**Atomization energy of F₂ at thirty levels of theory**

The table holds the computed less measured electronic atomization energy of F₂ from Ansatz 0.2.0 in the cc-pVDZ basis with frozen cores, from Hartree-Fock through CCSDTQ, multireference methods and density functionals. The program fits nothing: it takes differences against RCCSDTQ, compares restricted and unrestricted rows with molecular energies of the same runs, and splits each gain in binding into molecule and atoms. Both CCSDTQ rows miss by about −45 kJ/mol, the restricted-unrestricted gaps arise in the molecule, and the smaller miss of RMP2 comes from an uneven treatment of molecule and atoms. A parameter-free Davidson-type estimate of 81 kJ/mol for CISD lies between the computed molecular gains to CCSD and to CCSDT(Q). Two pairs of functionals lose about 34 kJ/mol of binding per 10% of exact exchange.

Atomization energy of F₂ (neutral singlet) with Ansatz 0.2.0 at the listed wave-function and density-functional levels, in the cc-pVDZ basis at the MP2(full)/6-31G* geometry (1.42 Å), without relativity and with cores frozen in the correlation treatment. The measured electronic value is 160.9 kJ/mol; R and U mark spin-restricted and spin-unrestricted references.

## Program and output

```python
# Table: F2 atomization energy, computed less measured (kJ/mol), Ansatz 0.2.0, cc-pVDZ, frozen core,
# 30 levels of theory. Tested: in-basis errors against RCCSDTQ, restricted/unrestricted gaps,
# molecule/atom split of correlation, a Davidson-type estimate for CISD, exact-exchange slopes.
T = {
    'row_level': ['RHF', 'UHF', 'RMP2', 'UMP2', 'CISD', 'RCCSD', 'UCCSD', 'RCCSD(T)', 'UCCSD(T)', 'BCCD(T)', 'RCCSDT', 'UCCSDT', 'CISDTQ', 'RCCSDT(Q)', 'UCCSDT(Q)', 'RCCSDTQ', 'UCCSDTQ', 'CASSCF valence', 'NEVPT2 valence', 'MRCISD valence', 'MRCISD+Q valence', 'PBE', 'r2SCAN', 'PBE0', 'B3LYP', 'BHLYP', 'CAM-B3LYP', 'wB97M-V', 'B2PLYP', 'RPA-PBE'],
    'row_miss': [-333.3, -301.7, -34.9, -146.6, -121.8, -68.4, -72.0, -48.9, -51.9, -49.1, -48.5, -48.9, -48.8, -44.6, -45.0, -45.0, -45.1, -101.5, -22.2, -77.6, -53.8, 65.5, 0.3, -20.7, -3.2, -105.1, -3.7, -3.3, -27.0, -84.4],  # kJ/mol
    'cost': [0.3, 0.3, None, None, 2, None, None, 0.7, 2, 0.7, None, None, 100, 3, 20, 40, 100, None, 0.3, None, 1, 0.8, 1, 0.9, 0.6, 2, 1, 2, 1, 1],  # s
}
from scipy.constants import e, N_A
K = e * N_A / 1000.0   # kJ/mol per eV
D0 = 160.9             # measured electronic atomization energy, from the notes
L = T['row_level']
m = dict(zip(L, T['row_miss']))
t = dict(zip(L, T['cost']))
ref = m['RCCSDTQ']
# Molecular energies (eV) typed from further outputs of the same runs
r0, u0 = -5406.48861, -5406.81695
ER = {'HF': r0, 'MP2': r0 - 2.758953 - 7.985863, 'CCSD': r0 - 10.98815, 'CCSD(T)': -5417.72737,
      'CCSDT': -5406.48873 - 11.2462, 'CCSDT(Q)': -5417.78203}
EU = {'HF': u0, 'MP2': u0 - 2.4508 - 6.807899, 'CCSD': u0 - 10.62276, 'CCSD(T)': -5417.69545,
      'CCSDT': -5406.81708 - 10.91429, 'CCSDT(Q)': -5417.77717}
Ecisd = -5416.75728
occ = [1.99122, 1.988051, 1.985964, 1.985964, 1.980888, 1.980888, 1.923015]  # CISD, same runs
nstar, fci_t, fci_q = 0.07831, 0.031561, 0.0010417   # largest empty occupation; increments in eV
print("All in kJ/mol unless named; table rounding 0.05 per entry, 0.1 per difference")
print("level: computed atomization energy / difference from RCCSDTQ")
for i in range(0, len(L), 3):
    print(" | ".join(f"{k}: {D0 + m[k]:.1f} / {m[k] - ref:+.1f}" for k in L[i:i + 3]))
print(f"RCCSDTQ miss {ref:.1f} = {100 * abs(ref) / D0:.0f}% of measured; gain over RHF {ref - m['RHF']:.1f}")
print("unbound:", ", ".join(k for k in L if D0 + m[k] < 0), "| overbound:", ", ".join(k for k in L if m[k] > 0))
print("miss within 5:", ", ".join(k for k in L if abs(m[k]) < 5))
print("U less R binding: from table / from molecular energies alone")
gaps = []
for k in ['HF', 'MP2', 'CCSD', 'CCSD(T)', 'CCSDT', 'CCSDT(Q)']:
    g, p = m['U' + k] - m['R' + k], (ER[k] - EU[k]) * K
    gaps.append((g, p))
    print(f"  {k}: {g:+.1f} / {p:+.2f}")
print(f"  CCSDTQ: {m['UCCSDTQ'] - m['RCCSDTQ']:+.1f} (table only)")
loss = (EU['MP2'] - u0) - (ER['MP2'] - r0)
print(f"UHF gains {r0 - u0:.3f} eV ({(r0 - u0) * K:.1f}); UMP2 correlation smaller by {loss:.3f} eV ({loss * K:.1f})")
print("gain over RHF = molecule correlation - two atoms (implied); shares of RCCSDT(Q) values")
S = {}
for k, E in [('RMP2', ER['MP2']), ('CISD', Ecisd)] + [('R' + x, ER[x]) for x in list(ER)[2:]]:
    mol, gain = (r0 - E) * K, m[k] - m['RHF']
    S[k] = (gain, mol, mol - gain)
q = S['RCCSDT(Q)']
for k, (g, a, b) in S.items():
    print(f"  {k}: {g:.1f} = {a:.1f} - {b:.1f}; molecule {100 * a / q[1]:.1f}%, atoms {100 * b / q[2]:.1f}%")
print(f"RMP2 short of RCCSDT(Q): molecule {q[1] - S['RMP2'][1]:.1f}, atoms {q[2] - S['RMP2'][2]:.1f}")
for a, b in [('RCCSD', 'RCCSD(T)'), ('RCCSD(T)', 'RCCSDT'), ('RCCSDT', 'RCCSDT(Q)'), ('CISD', 'RCCSD')]:
    d = [y - x for x, y in zip(S[a], S[b])]
    print(f"  {a} to {b}: binding {d[0]:+.1f}, molecule {d[1]:.1f}, atoms {d[2]:.1f}")
print(f"10-orbital full-CI increment, molecule: after CCSD(T) {fci_t * K:.1f}, after CCSDT(Q) {fci_q * K:.1f}")
exc = 14 - sum(occ)
print(f"CISD excited population {exc:.3f} e; largest empty orbital holds {100 * nstar / exc:.0f}%; 1-c0^2 about {exc / 2:.3f}")
print(f"Davidson-type estimate {exc / 2 * S['CISD'][1]:.0f}; molecule gain to CCSD "
      f"{S['RCCSD'][1] - S['CISD'][1]:.1f}, to CCSDT(Q) {q[1] - S['CISD'][1]:.1f}")
c = m['CASSCF valence']
print(f"CASSCF gain over RHF {c - m['RHF']:.1f} = {100 * (c - m['RHF']) / (ref - m['RHF']):.0f}% of RCCSDTQ gain")
print(f"over CASSCF: MRCISD {m['MRCISD valence'] - c:+.1f}, NEVPT2 {m['NEVPT2 valence'] - c:+.1f}; "
      f"+Q adds {m['MRCISD+Q valence'] - m['MRCISD valence']:.1f}")
ax = {'PBE': 0.0, 'PBE0': 0.25, 'B3LYP': 0.20, 'BHLYP': 0.50}   # exact-exchange fractions, by definition
for a, b in [('PBE', 'PBE0'), ('B3LYP', 'BHLYP')]:
    print(f"{a} to {b}: {m[b] - m[a]:+.1f}, or {(m[b] - m[a]) / (ax[b] - ax[a]) / 10:.1f} per 10% exact exchange")
print(f"PBE to r2SCAN {m['r2SCAN'] - m['PBE']:+.1f}; BHLYP to B2PLYP {m['B2PLYP'] - m['BHLYP']:+.1f}; "
      f"PBE to RPA-PBE {m['RPA-PBE'] - m['PBE']:+.1f}")
print("rough time over RCCSD(T): " + ", ".join(f"{k} x{t[k] / t['RCCSD(T)']:.0f}" for k in ['RCCSDT(Q)', 'RCCSDTQ', 'CISDTQ']))
assert D0 + m['RHF'] < 0 and D0 + m['UHF'] < 0
assert all(abs(g - p) < 0.15 for g, p in gaps)
assert abs(m['UCCSDTQ'] - ref) < 0.5 and S['RMP2'][2] / q[2] < S['RMP2'][1] / q[1]
assert m['PBE'] > m['PBE0'] and m['B3LYP'] > m['BHLYP']
```

Running it gives:

```
All in kJ/mol unless named; table rounding 0.05 per entry, 0.1 per difference
level: computed atomization energy / difference from RCCSDTQ
RHF: -172.4 / -288.3 | UHF: -140.8 / -256.7 | RMP2: 126.0 / +10.1
UMP2: 14.3 / -101.6 | CISD: 39.1 / -76.8 | RCCSD: 92.5 / -23.4
UCCSD: 88.9 / -27.0 | RCCSD(T): 112.0 / -3.9 | UCCSD(T): 109.0 / -6.9
BCCD(T): 111.8 / -4.1 | RCCSDT: 112.4 / -3.5 | UCCSDT: 112.0 / -3.9
CISDTQ: 112.1 / -3.8 | RCCSDT(Q): 116.3 / +0.4 | UCCSDT(Q): 115.9 / +0.0
RCCSDTQ: 115.9 / +0.0 | UCCSDTQ: 115.8 / -0.1 | CASSCF valence: 59.4 / -56.5
NEVPT2 valence: 138.7 / +22.8 | MRCISD valence: 83.3 / -32.6 | MRCISD+Q valence: 107.1 / -8.8
PBE: 226.4 / +110.5 | r2SCAN: 161.2 / +45.3 | PBE0: 140.2 / +24.3
B3LYP: 157.7 / +41.8 | BHLYP: 55.8 / -60.1 | CAM-B3LYP: 157.2 / +41.3
wB97M-V: 157.6 / +41.7 | B2PLYP: 133.9 / +18.0 | RPA-PBE: 76.5 / -39.4
RCCSDTQ miss -45.0 = 28% of measured; gain over RHF 288.3
unbound: RHF, UHF | overbound: PBE, r2SCAN
miss within 5: r2SCAN, B3LYP, CAM-B3LYP, wB97M-V
U less R binding: from table / from molecular energies alone
  HF: +31.6 / +31.68
  MP2: -111.7 / -111.71
  CCSD: -3.6 / -3.57
  CCSD(T): -3.0 / -3.08
  CCSDT: -0.4 / -0.34
  CCSDT(Q): -0.4 / -0.47
  CCSDTQ: -0.1 (table only)
UHF gains 0.328 eV (31.7); UMP2 correlation smaller by 1.486 eV (143.4)
gain over RHF = molecule correlation - two atoms (implied); shares of RCCSDT(Q) values
  RMP2: 298.4 = 1036.7 - 738.3; molecule 95.1%, atoms 92.2%
  CISD: 211.5 = 990.8 - 779.3; molecule 90.9%, atoms 97.3%
  RCCSD: 264.9 = 1060.2 - 795.3; molecule 97.3%, atoms 99.3%
  RCCSD(T): 284.4 = 1084.4 - 800.0; molecule 99.5%, atoms 99.9%
  RCCSDT: 284.8 = 1085.1 - 800.3; molecule 99.6%, atoms 99.9%
  RCCSDT(Q): 288.7 = 1089.6 - 800.9; molecule 100.0%, atoms 100.0%
RMP2 short of RCCSDT(Q): molecule 52.9, atoms 62.6
  RCCSD to RCCSD(T): binding +19.5, molecule 24.2, atoms 4.7
  RCCSD(T) to RCCSDT: binding +0.4, molecule 0.7, atoms 0.3
  RCCSDT to RCCSDT(Q): binding +3.9, molecule 4.5, atoms 0.6
  CISD to RCCSD: binding +53.4, molecule 69.4, atoms 16.0
10-orbital full-CI increment, molecule: after CCSD(T) 3.0, after CCSDT(Q) 0.1
CISD excited population 0.164 e; largest empty orbital holds 48%; 1-c0^2 about 0.082
Davidson-type estimate 81; molecule gain to CCSD 69.4, to CCSDT(Q) 98.9
CASSCF gain over RHF 231.8 = 80% of RCCSDTQ gain
over CASSCF: MRCISD +23.9, NEVPT2 +79.3; +Q adds 23.8
PBE to PBE0: -86.2, or -34.5 per 10% exact exchange
B3LYP to BHLYP: -101.9, or -34.0 per 10% exact exchange
PBE to r2SCAN -65.2; BHLYP to B2PLYP +78.1; PBE to RPA-PBE -149.9
rough time over RCCSD(T): RCCSDT(Q) x4, RCCSDTQ x57, CISDTQ x143
```
